Carbon in the hollow looks wrong. Its nearest osmium atoms are 2.040 Å away, farther than at either of carbon's other sites, and yet it is bound by 7.593 eV, more strongly than anything else in the table. On top of a single osmium atom the contact shrinks to 1.782 Å and the binding is 2.03 eV weaker. For carbon, the longest contact goes with the strongest adsorption.

One C, H or O atom per 1×1 cell on a four-plane fcc Os(100) slab, relaxed from the start site with the lower two planes held. Ansatz 0.2.0, PBEsol, plane-wave PAW, scalar-relativistic, no spin polarisation in the slabs, 420 eV cutoff, 11×11×1 k mesh. Adsorption energies count from the clean slab and the free, spin-polarised atom, negative where bound.

| adsorbate | start site | start site atoms | adsorption energy (eV) | shortest contact length (Å) |
| --- | --- | --- | --- | --- |
| C | bridge | Os-Os | -6.446 | 1.857 |
| C | hollow over | Os | -7.593 | 2.040 |
| C | top | Os | -5.565 | 1.782 |
| H | bridge | Os-Os | -3.275 | 1.824 |
| H | hollow over | Os | -2.889 | 2.076 |
| H | top | Os | -3.001 | 1.635 |
| O | bridge | Os-Os | -5.938 | 1.921 |
| O | hollow over | Os | -5.288 | 2.230 |
| O | top | Os | -5.277 | 1.709 |

The face is a square net of osmium atoms, and the three sites differ in how many of them the adsorbate touches: one on top, two at the bridge, four in the hollow. The atom named for the hollow lies in the second plane, beneath the hole, and is not a nearest neighbour. The adsorption energy counts from the clean slab and a free atom, so I compare sites within one adsorbate, where the free atom's energy drops out. PBEsol also tends to bind adsorbates too strongly, and it ran here on PAW datasets made for PBE, an error that was not tested. Both are further reasons to read differences and not totals.

The first explanation to try is that a shorter contact means stronger adsorption. It is tempting because it holds for many single bonds: between the same two elements, the shorter bond is usually the stronger one. Here it fails for each of the three adsorbates. The top site has the shortest contact every time, and the bridge is better than the top by 0.88 eV for carbon, 0.27 eV for hydrogen and 0.66 eV for oxygen. The contact length describes one bond, whereas the adsorption energy belongs to all the bonds together.

The second explanation goes to the other extreme and only counts neighbours. That puts carbon in the right order, with the top weakest and the hollow strongest. Hydrogen and oxygen break the rule at the second step: moved from the bridge to the hollow, they lose 0.39 and 0.65 eV although their neighbours double from two to four. For oxygen, four neighbours are worth no more than one, since hollow and top differ by only 0.01 eV.

The third explanation joins the two: adsorption depends on the number of bonds times the strength of each. A bond rests on the overlap of orbitals, which decays roughly exponentially with distance. Let $d$ be the shortest contact length, $d_{\rm top}$ its value for the same adsorbate on top, and $N$ the number of top-plane neighbours. With the top bond as the unit, the total bond order is

$$S = N\,e^{-(d-d_{\rm top})/b}.$$

The length $b$ says how fast a bond fades. The usual choice for bond-valence sums is about 0.37 Å, and an older rule for covalent bonds gives about 0.31 Å.

Each step from top to bridge and from bridge to hollow doubles $N$. Doubling pays only if each bond keeps more than half its strength, which means that it lengthens by less than

$$\Delta d = b\ln 2 .$$

This limit is about 0.26 Å for the larger $b$ and 0.21 Å for the smaller. The question about sites has become a question about stretch: do the extra bonds cost the old ones more than half of what they were?

From top to bridge the contacts lengthen by 0.08 Å for carbon, 0.19 Å for hydrogen and 0.21 Å for oxygen, the last only just inside the stricter limit. Doubling should pay for all three, and the energies agree. For hydrogen and oxygen this success leans on the choice of $b$: below about 0.27 Å, the bond orders would put the top ahead of the bridge for both. From bridge to hollow, carbon's contact grows by another 0.18 Å, and doubling pays again.

For oxygen the same second step costs 0.31 Å, beyond either limit, and the bridge remains the best site. Hydrogen, at 0.25 Å, falls between the two limits, so the choice of $b$ decides what the bond orders say; the energies favour the bridge. The lengths come from the same relaxations as the energies, so the rule describes the preference; it neither forecasts it nor proves its cause.

The stretch in the hollow begins with the size of the hole. Its centre lies 1.91 Å sideways from each of the four osmium atoms, which is already longer than any top bond in the table. Even an adsorbate lying level with the metal atoms would have stretched bonds, and every bit of height stretches them further. Carbon sinks to 0.72 Å above the top plane, while oxygen stays at 1.15 Å.

With $b$ = 0.37 Å, each of carbon's four bonds in the hollow is worth half a top bond, and each of oxygen's a quarter. Four halves make two bonds, and four quarters make one. On this count the same hole is carbon's best site and gives oxygen no gain over the top, as the energies have it.

Atomic size does not explain why oxygen stays higher, because its bond on top is shorter than carbon's. The likely reason is valence. Carbon has four electrons to share and room for four more, so it can use four metal neighbours. Oxygen needs only two electrons to fill its shell; after that, filled oxygen orbitals meet filled metal orbitals, and the Pauli repulsion between them holds the atom up. The heights fit this argument, but they do not test it separately. The metal's side may matter too: in this full layer each top-plane osmium atom is shared by four adsorbates when they sit in the hollows, but serves only one when they sit on top. Competition for the metal's electrons could therefore also weaken the hollow bonds.

Hydrogen shows where simple valence counting stops. With one electron to share it should sit on a single osmium atom, yet the bridge is better by 0.27 eV. Its round 1s orbital can overlap two metal atoms equally well, and one electron pair can bind all three centres, as in bridging hydrides. That its hollow is weaker even than its top rests on only 0.11 eV, a difference that zero-point motion, left out of these energies, could change.

To turn bond order into energy, I take the binding gained over the top site as proportional to the gain in bond order:

$$\Delta E = k\,(S-1).$$

A least-squares fit to the six bridge and hollow rows, with $b$ held at 0.37 Å, gives $k$ = 1.8 eV. For carbon in the hollow, one of the fitted rows, the steps are

$$d-d_{\rm top} = 2.040-1.782 = 0.258\ \text{Å},$$

$$S = 4\,e^{-0.258/0.37} = 1.99,$$

$$\Delta E = 1.8\times 0.99 \approx 1.8\ \text{eV}.$$

The full calculation gives 2.03 eV, so the estimate is about a tenth too low. The sum leaves out the second-plane atom beneath carbon, which would add very roughly a tenth of a top bond if the planes kept their bulk spacing.

Over the six rows, which run from a loss of 0.11 eV to a gain of 2.03 eV, the typical (rms) miss is 0.31 eV, against 0.76 eV when the gain is made proportional to the number of extra neighbours, also with one fitted slope. The numbers therefore favour bond order over bare counting. They do not make it a good energy scale: carbon largely sets the slope, and hydrogen and oxygen alone would give 1.1 eV.

Two rows show the weakness. The model expects hydrogen to gain about 0.4 eV in the hollow, where it actually loses 0.1 eV relative to the top. For oxygen at the bridge it expects a gain of only 0.2 eV, a third of the calculated one. Bond order tells fairly well whether more neighbours pay, and poorly how much they pay.

For use in practice, the setting matters. This is a full layer, with adsorbates 2.70 Å apart, on an fcc form of osmium, a metal whose stable crystal is hexagonal. The differences between sites belong to the whole layer moving together and should not be read as hopping barriers of a lone atom. The relaxations also kept the symmetry of each site, so even a favoured site could give way to a sideways shift.

Within those bounds the six steps leave a simple rule. When an adsorbate moves to a site with twice as many neighbours, look at how much its bonds lengthen. Up to 0.21 Å the move paid, and from 0.25 Å upward it did not.
